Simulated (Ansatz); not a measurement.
# Redistribution: C2H4F2 + CHCl2I → C2H4FI + CHCl2F

Species: C2H4F2 (1,1-difluoroethane) `CC(F)F`, singlet; CHCl2I (dichloroiodomethane) `ClC(Cl)I`, singlet; C2H4FI `CC(F)I`, singlet; CHCl2F (dichlorofluoromethane) `FC(Cl)Cl`, singlet. The partners trade F for I; both sit on C, so the bond types are kept.

Shapes, held fixed at every level: PBE0-D4/def2-TZVP. Programs: Ansatz 0.2.0. The zero-point and thermal change to 298 K, harmonic and unscaled (PBE0-D4/def2-TZVP), is -0.2 kJ/mol.

```json
{"level": "HF/def2-TZVPP", "kind": "Hartree–Fock", "ΔH(298 K) (kJ/mol)": "+16.0", "less CCSD(T)/def2-TZVPP": "+0.5", "CPU time (sum over the molecules)": "–"}
{"level": "SPW92/def2-TZVPP", "kind": "LDA", "ΔH(298 K) (kJ/mol)": "+7.8", "less CCSD(T)/def2-TZVPP": "-7.7", "CPU time (sum over the molecules)": "9.7 s"}
{"level": "PBE-D4/def2-TZVPP", "kind": "GGA", "ΔH(298 K) (kJ/mol)": "+8.4", "less CCSD(T)/def2-TZVPP": "-7.1", "CPU time (sum over the molecules)": "18 s"}
{"level": "r2SCAN-D4/def2-TZVPP", "kind": "meta-GGA", "ΔH(298 K) (kJ/mol)": "+7.9", "less CCSD(T)/def2-TZVPP": "-7.6", "CPU time (sum over the molecules)": "36 s"}
{"level": "r2SCAN0-D4/def2-TZVPP", "kind": "global hybrid", "ΔH(298 K) (kJ/mol)": "+11.3", "less CCSD(T)/def2-TZVPP": "-4.2", "CPU time (sum over the molecules)": "37 s"}
{"level": "wB97X-V/def2-TZVPP", "kind": "range-separated hybrid", "ΔH(298 K) (kJ/mol)": "+12.8", "less CCSD(T)/def2-TZVPP": "-2.7", "CPU time (sum over the molecules)": "58 s"}
{"level": "CCSD(T)/def2-SVP", "kind": "coupled cluster or CI", "ΔH(298 K) (kJ/mol)": "+15.9", "less CCSD(T)/def2-TZVPP": "+0.4", "CPU time (sum over the molecules)": "28 s"}
{"level": "CCSD(T)/def2-TZVPP", "kind": "coupled cluster or CI", "ΔH(298 K) (kJ/mol)": "+15.5", "less CCSD(T)/def2-TZVPP": "0.0", "CPU time (sum over the molecules)": "9.6 min"}
```

The highest level, CCSD(T)/def2-TZVPP, gives ΔH(298 K) = +15.5 kJ/mol; the levels span +7.8 to +16.0. The column of differences is taken from that level and isn't an error. No measured value is set beside it here. For atoms past krypton def2 sets carry core potentials with scalar relativity. Outer-core shells of I are correlated in most correlated rows, in sets that cover them unevenly. Times are processor times on shared x86 and Arm servers, and rough.

Every level makes the exchange endothermic, so fluorine prefers to stay beside the second fluorine in difluoroethane, and iodine to stay on the dichlorinated carbon. Because the bond types are kept, the +15.5 kJ/mol reflects the surroundings of the bonds rather than a difference between C–F and C–I strengths. The likely main cause is the loss of the geminal F–C–F stabilisation, in which a fluorine lone pair donates into the neighbouring C–F σ* orbital; the methyl group also supports the positively polarised carbon. Relief of crowding between iodine and two chlorines should favour the products, but evidently doesn't outweigh this.

The functionals without exact exchange give about half the coupled-cluster value, and the two hybrids recover part of the gap, possibly because exact exchange alters the balance of geminal delocalisation and repulsion. Hartree–Fock's near-agreement with CCSD(T) shows only a small net correlation contribution, not that correlation is unimportant in each molecule. The closeness of the two CCSD(T) values doesn't by itself establish basis-set convergence.
